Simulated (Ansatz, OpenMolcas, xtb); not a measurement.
# A ladder of methods for AlSi2H5O (SMILES [SiH3][Al]1[O][SiH2]1)

The species is AlSi2H5O (9 atoms), meant as a singlet with charge 0. As SMILES, `[SiH3][Al]1[O][SiH2]1`. Geometry: relaxed at PBE0-D4/def2-TZVP.

Each level gives the vertical energy of the triplet above the singlet (eV). The values are calculated.

```csv
level,kind,program,value (eV),less CCSD(T)/6-31G*,CPU time (all runs)
GFN1-xTB,semi-empirical,xtb,2.59,-0.24,under 2 s
HF/6-31G* (spherical functions),Hartree–Fock,Ansatz,2.49,-0.34,20 s
revPBE/6-31G* (spherical functions),GGA,Ansatz,2.56,-0.27,55 s
TPSS/6-31G* (spherical functions),meta-GGA,OpenMolcas,2.63,-0.20,2.5 min
PBE0/6-31G* (spherical functions),global hybrid,Ansatz,2.66,-0.17,1.9 min
CAM-B3LYP/6-31G* (spherical functions),range-separated hybrid,Ansatz,2.77,-0.06,51 s
PBE-QIDH/6-31G* (spherical functions),double hybrid,Ansatz,2.79,-0.04,84 s
RPA@PBE/6-31G* (spherical functions),RPA,Ansatz,2.69,-0.14,66 s
CCSD(T)/6-31G* (spherical functions),coupled cluster or CI,Ansatz,2.83,0.00,68 s
```

CCSD(T)/6-31G* (spherical functions) is the highest level here, not the true value. The values span 2.49 to 2.83 eV. GFN1-xTB: no spin polarisation, so open shells miss the exchange term that lowers them. Times are those of the runs behind each value, whatever else they computed, on shared processors of several kinds: orders of magnitude only.

Every level places the triplet well above the singlet at this geometry, and all the approximate methods put the gap below the CCSD(T) value of 2.83 eV. For a molecule without π bonds this is a modest excitation energy. The likely reason is the three-membered ring: a strained, weakly polar Al–Si σ bond provides a high-lying donor orbital, while three-coordinate aluminium offers a largely empty 3p orbital, only partly filled by donation from oxygen. The triplet therefore probably has σ(Al–Si) → Al 3p character.

Hartree–Fock gives the smallest gap, as expected when the correlation of the extra opposite-spin pair in the singlet is missing. The gap rises from revPBE through TPSS and the hybrids to PBE-QIDH, but the low Hartree–Fock value shows that exact exchange alone does not bring agreement; its balance with correlation matters. RPA falls between PBE0 and CAM-B3LYP. The vertical gap does not establish the adiabatic one, which could be considerably smaller if the triplet relaxes by stretching or opening the Al–Si bond.
